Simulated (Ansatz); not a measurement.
## How basis sets differ on AlSi3H9 (Al(SiH3)3)

AlSi3H9: 13 atoms, total charge 0, spin state singlet. SMILES: `[SiH3][Al]([SiH3])[SiH3]`. Geometry: a GFN2-xTB relaxation, a rough one for these elements and not checked as a minimum.

Quantity: the HOMO–LUMO gap, in eV. The values are calculated.

```
                          level          kind  program  value (eV)
                      HF/STO-3G  Hartree–Fock   Ansatz       14.11
                       HF/3-21G  Hartree–Fock   Ansatz        9.85
HF/6-31G* (spherical functions)  Hartree–Fock   Ansatz        9.90
                    HF/def2-SVP  Hartree–Fock   Ansatz        9.92
                   HF/def2-SVPD  Hartree–Fock   Ansatz        9.97
                   HF/6-311+G**  Hartree–Fock   Ansatz        9.85
```

The values span 9.85 to 14.11 eV. A Hartree–Fock LUMO above zero doesn't converge with the basis: it sinks as sets grow more diffuse. Orbital gaps aren't excitation energies.

The gap depends strongly on leaving the minimal basis and hardly at all on what is added afterwards. STO-3G gives 14.11 eV, while every split-valence set falls between 9.85 and 9.97 eV. With a single fixed radial function per valence shell, the minimal set cannot adapt the empty orbitals, which are probably placed much too high; a second valence function removes most of that constraint.

Diffuse functions do not narrow the gap further: from def2-SVP to def2-SVPD it rises slightly, from 9.92 to 9.97 eV. This suggests a compact, valence-like LUMO, as expected for tricoordinate aluminium, whose formally empty 3p orbital makes such compounds Lewis acids. The HOMO is probably of Al–Si σ-bonding character.

The identical 9.85 eV from 3-21G and 6-311+G** is better read as a cancellation of shifts in the two frontier levels than as evidence that the smaller set is converged. Gaps alone cannot show how much each level moves.
